**Hand rule for the energy and 4d levels of Nb ions with fractional spin occupations**

The table holds total energies relative to Nb⁺ 4d(2↑,2↓) and both 4d eigenvalues for 15 spherical all-electron Kohn-Sham atoms (ld1.x, LDA-PW92, scalar-relativistic, spin-polarised) from 4d² to 4d⁴, with moments up to 1. The program tests E = a q + U q²/2 + c q³/6 − I m²/4 and its Janak derivatives, with q the number of electrons removed and m the moment, calibrated on three unpolarised eigenvalues and one splitting (a = 9.55, U = 8.93, c = 1.69, I = 0.64 eV). The rule reproduces all energies within 0.024 eV and all eigenvalues within 0.050 eV, whereas a constant U misses by up to 1.13 eV; a quartic term and an I linear in q remove nearly all the remainder. The output also gives the local slopes, the fall of I with filling, the errors of the Slater transition state and of Simpson's rule, the sag of 1.181 eV below a straight line at half-integer charge, and the loss of accuracy on extrapolating from q ≤ 1 to q = 2.

Niobium ions from Nb³⁺ to Nb⁺, [Kr] 4d² to 4d⁴, computed with Quantum ESPRESSO 7.5 (ld1.x) as spherical all-electron atoms: scalar-relativistic, spin-polarised Kohn-Sham LDA (Slater exchange, Perdew-Wang correlation), point nucleus. Occupations and eigenvalues are those of the 4d shell; total energies are relative to Nb⁺ with two 4d electrons of each spin.

## The fit in Python

```python
# Table: ld1.x spherical all-electron atom, Nb [Kr]4d(up,down), LDA-PW92, scalar-relativistic, spin-polarised:
# energy relative to 2/2 and 4d eigenvalues (eV). Tested: hand rule E = a q + U q^2/2 + c q^3/6 - I m^2/4,
# eps = -(a + U q + c q^2/2) -/+ I m/2 (Janak), q = 4-N, m = up-down; constant-U and quartic variants.
T = {
    'spin_up_occupation': [1.0, 1.25, 1.25, 1.5, 1.5, 1.5, 1.75, 1.75, 1.75, 1.75, 2.0, 2.0, 2.0, 2.0, 2.0],  # electrons
    'spin_down_occupation': [1.0, 1.0, 1.25, 1.0, 1.25, 1.5, 1.0, 1.25, 1.5, 1.75, 1.0, 1.25, 1.5, 1.75, 2.0],  # electrons
    'energy_change': [39.208, 31.876, 25.307, 25.264, 19.433, 14.274, 19.35, 14.234, 9.7633, 5.9134, 14.114, 9.6861, 5.8763, 2.6573, 0.0],  # eV
    'spin_up_eigenvalue': [-30.792, -27.877, -24.873, -25.039, -22.131, -19.323, -22.286, -19.478, -16.778, -14.193, -19.621, -16.921, -14.336, -11.874, -9.547],  # eV
    'spin_down_eigenvalue': [-30.792, -27.698, -24.873, -24.695, -21.965, -19.323, -21.786, -19.157, -16.624, -14.193, -18.978, -16.457, -14.039, -11.732, -9.547],  # eV
}
import numpy as np
u, d, E, eu, ed = (np.array(T[k], float) for k in ['spin_up_occupation', 'spin_down_occupation',
                   'energy_change', 'spin_up_eigenvalue', 'spin_down_eigenvalue'])
q, m = 4 - u - d, u - d
R = {(x, y): i for i, (x, y) in enumerate(zip(u, d))}
def calib(h):  # a, U, c from unpolarised eigenvalues at q = 0, h, 2h
    y = [-eu[R[(2 - k*h/2, 2 - k*h/2)]] for k in range(3)]
    c = (y[2] - 2*y[1] + y[0])/h**2
    return y[0], (y[1] - y[0])/h - c*h/2, c
def rule(a, U, c, I):
    e = -(a + U*q + c*q**2/2)
    return a*q + U*q**2/2 + c*q**3/6 - I*m**2/4, e - I*m/2, e + I*m/2
def err(p):
    x = rule(*p); return x[0] - E, x[1] - eu, x[2] - ed
rms = lambda x: np.sqrt(np.mean(x**2))
i21, i11, i22, i33 = R[(2, 1)], R[(1, 1)], R[(2, 2)], R[(1.5, 1.5)]
P = tuple(np.round(calib(1.0) + (ed[i21] - eu[i21],), 2)); a, U, c, I = P
print("rounding floor 0.0005 eV (0.00005 for energies < 10 eV); all values in eV")
print("hand rule: a=%.2f U=%.2f c=%.2f I=%.2f" % P)
dE, du, dd = err(P); Irow = np.where(m > 0, (ed - eu)/np.where(m > 0, m, 1), np.nan)
print("up down q m | rule-table: E, eps_up, eps_down | split/m")
for i in range(len(u)):
    print("%.2f %.2f %.2f %.2f | %+.3f %+.3f %+.3f | %.3f" % (u[i], d[i], q[i], m[i], dE[i], du[i], dd[i], Irow[i]))
de = np.r_[du, dd]; w = np.argmax(abs(dE)); v = np.argmax(abs(de)) % len(u)
print("rule: E rms %.3f max %.3f (%.2f/%.2f); eps rms %.3f max %.3f (%.2f/%.2f); max rel E %.2f%%" % (
    rms(dE[E > 0]), abs(dE[w]), u[w], d[w], rms(de), abs(de).max(), u[v], d[v], 100*max(abs(dE[E > 0]/E[E > 0]))))
X = rule(*P)
for k in [(2, 1), (1.5, 1)]:
    i = R[k]; Q, M = q[i], m[i]
    print("work %s: E=%.3f+%.3f+%.3f-%.3f=%.3f (table %.3f); eps %.3f -/+%.3f = %.3f, %.3f" % (k, a*Q, U*Q**2/2,
          c*Q**3/6, I*M**2/4, X[0][i], E[i], -(a + U*Q + c*Q**2/2), I*M/2, X[1][i], X[2][i]))
for name, p in [("constant U from q=0,2", (a, round((eu[i22] - eu[i11])/2, 2), 0, I)),
                ("calibrated on q<=1", calib(0.5) + (I,)), ("no spin term", (a, U, c, 0))]:
    x = err(p)
    print("%s: U=%.2f c=%.2f; max err E %.3f eps %.3f; at q=2 E %+.3f eps %+.3f" % (
        name, p[1], p[2], abs(x[0]).max(), abs(np.r_[x[1], x[2]]).max(), x[0][i11], x[1][i11]))
f = [1, 1, 2, 6, 24]; y = np.r_[E, eu, ed]
for n, s in [(2, 0), (3, 0), (4, 0), (4, 1)]:  # joint least squares: order n in q, s=1 adds I linear in q
    A = [np.r_[q**k/f[k], -q**(k-1)/f[k-1], -q**(k-1)/f[k-1]] for k in range(1, n+1)] + [np.r_[-m**2/4, -m/2, m/2]]
    if s: A.append(np.r_[-(q-1)*m**2/4, m**2/4 - (q-1)*m/2, m**2/4 + (q-1)*m/2])
    A = np.array(A).T; p = np.linalg.lstsq(A, y, rcond=None)[0]; r = A @ p - y
    print("LSQ order %d, I slope %d: params %s rms %.4f max %.4f" % (n, s, np.round(p, 3), rms(r), abs(r).max()))
dg = [R[(x, x)] for x in (1, 1.25, 1.5, 1.75, 2)]; Ul = np.diff(eu[dg])/0.5
print("local d eps/dN at N=2.25,2.75,3.25,3.75:", np.round(Ul, 2))
ok = []
for k, z in [((1.5, 1), 1.25), ((1.75, 1.25), 1.5), ((2, 1), 1.5), ((2, 1.5), 1.75)]:
    i, j = R[k], R[(z, z)]; low = E[j] - E[i]; ok.append(4*low/m[i]**2 - Irow[i])
    print("N=%.1f m=%.1f: lowering %.4f, 4*low/m^2 %.3f (floor %.3f), split/m %.3f, mean eps shift %+.4f" % (
        2*z, m[i], low, 4*low/m[i]**2, 0.004/m[i]**2, Irow[i], (eu[i] + ed[i])/2 - eu[j]))
sl = np.polyfit(4 - q[m > 0], Irow[m > 0], 1)[0]
print("dI/dN %.3f; predicted mean shift at m=1: %+.4f" % (sl, -sl/4))
h = R[(2, 1.5)]
print("2/2->2/1: dE %.3f, -eps start %.3f, mid %.3f, miss %.3f, c/24 %.3f" % (E[i21], -ed[i22], -ed[h], E[i21] + ed[h], c/24))
print("2/2->1/1: dE %.3f, midpoint %.3f, miss %.3f, c*8/24 %.3f, Simpson %.3f" % (
    E[i11], -2*eu[i33], E[i11] + 2*eu[i33], c/3, -(eu[i11] + 4*eu[i33] + eu[i22])/3))
print("sag of 2/1.5 below line 2/2-2/1: %.3f; spin term at m=4 (extrapolated, untested): %.1f" % (E[h] - E[i21]/2, -4*Irow[R[(2, 1.75)]]))
# further outputs of the same runs (N=2, N=3.5): 1s level in eV, 4d <r> in bohr, 4d <1/r> in 1/bohr
s1, r1, ir = (-18813.26, -18793.67), (1.712926, 1.948006), (0.7661447, 0.6857197)
j = R[(1.75, 1.75)]
print("N 2->3.5: 4d rise %.2f, 1s rise %.2f, <r> +%.1f%%" % (eu[j] - eu[i11], s1[1] - s1[0], 100*(r1[1]/r1[0] - 1)))
print("ratio N=2/N=3.5: <1/r> %.3f, rule slope U+cq %.3f (%.2f/%.2f)" % (ir[0]/ir[1], (U + 2*c)/(U + c/2), U + 2*c, U + c/2))
assert np.all(np.diff(Ul) < 0) and np.all(Ul > 0)
assert np.all(ed - eu >= 0) and sl < 0
assert max(abs(np.array(ok))) < 0.02
assert abs(dE).max() < 0.1
```

Running it gives:

```
rounding floor 0.0005 eV (0.00005 for energies < 10 eV); all values in eV
hand rule: a=9.55 U=8.93 c=1.69 I=0.64
up down q m | rule-table: E, eps_up, eps_down | split/m
1.00 1.00 2.00 0.00 | +0.005 +0.002 +0.002 | nan
1.25 1.00 1.75 0.25 | +0.010 +0.032 +0.013 | 0.716
1.25 1.25 1.50 0.00 | +0.015 +0.027 +0.027 | nan
1.50 1.00 1.50 0.50 | +0.018 +0.033 +0.009 | 0.688
1.50 1.25 1.25 0.25 | +0.021 +0.018 +0.012 | 0.664
1.50 1.50 1.00 0.00 | +0.023 -0.002 -0.002 | nan
1.75 1.00 1.25 0.75 | +0.024 +0.013 -0.007 | 0.667
1.75 1.25 1.00 0.50 | +0.023 -0.007 -0.008 | 0.642
1.75 1.50 0.75 0.25 | +0.020 -0.025 -0.019 | 0.616
1.75 1.75 0.50 0.00 | +0.013 -0.033 -0.033 | nan
2.00 1.00 1.00 1.00 | +0.023 -0.024 -0.027 | 0.643
2.00 1.25 0.75 0.75 | +0.017 -0.042 -0.026 | 0.619
2.00 1.50 0.50 0.50 | +0.010 -0.050 -0.027 | 0.594
2.00 1.75 0.25 0.25 | +0.004 -0.041 -0.023 | 0.568
2.00 2.00 0.00 0.00 | +0.000 -0.003 -0.003 | nan
rule: E rms 0.017 max 0.024 (1.75/1.00); eps rms 0.024 max 0.050 (2.00/1.50); max rel E 0.22%
work (2, 1): E=9.550+4.465+0.282-0.160=14.137 (table 14.114); eps -19.325 -/+0.320 = -19.645, -19.005
work (1.5, 1): E=14.325+10.046+0.951-0.040=25.282 (table 25.264); eps -24.846 -/+0.160 = -25.006, -24.686
constant U from q=0,2: U=10.62 c=0.00; max err E 1.132 eps 0.872; at q=2 E +1.132 eps +0.002
calibrated on q<=1: U=8.81 c=1.94; max err E 0.083 eps 0.243; at q=2 E +0.083 eps -0.243
no spin term: U=8.93 c=1.69; max err E 0.183 eps 0.347; at q=2 E +0.005 eps +0.002
LSQ order 2, I slope 0: params [ 8.936 10.633  0.631] rms 0.2334 max 0.6115
LSQ order 3, I slope 0: params [9.523 8.938 1.71  0.643] rms 0.0136 max 0.0301
LSQ order 4, I slope 0: params [ 9.55   8.76   2.162 -0.452  0.641] rms 0.0074 max 0.0178
LSQ order 4, I slope 1: params [ 9.546  8.778  2.15  -0.458  0.642  0.093] rms 0.0008 max 0.0023
local d eps/dN at N=2.25,2.75,3.25,3.75: [11.84 11.1  10.26  9.29]
N=2.5 m=0.5: lowering 0.0430, 4*low/m^2 0.688 (floor 0.016), split/m 0.688, mean eps shift +0.0060
N=3.0 m=0.5: lowering 0.0400, 4*low/m^2 0.640 (floor 0.016), split/m 0.642, mean eps shift +0.0055
N=3.0 m=1.0: lowering 0.1600, 4*low/m^2 0.640 (floor 0.004), split/m 0.643, mean eps shift +0.0235
N=3.5 m=0.5: lowering 0.0371, 4*low/m^2 0.594 (floor 0.016), split/m 0.594, mean eps shift +0.0055
dI/dN -0.097; predicted mean shift at m=1: +0.0243
2/2->2/1: dE 14.114, -eps start 9.547, mid 14.039, miss 0.075, c/24 0.070
2/2->1/1: dE 39.208, midpoint 38.646, miss 0.562, c*8/24 0.563, Simpson 39.210
sag of 2/1.5 below line 2/2-2/1: -1.181; spin term at m=4 (extrapolated, untested): -2.3
N 2->3.5: 4d rise 16.60, 1s rise 19.59, <r> +13.7%
ratio N=2/N=3.5: <1/r> 1.117, rule slope U+cq 1.259 (12.31/9.78)
```
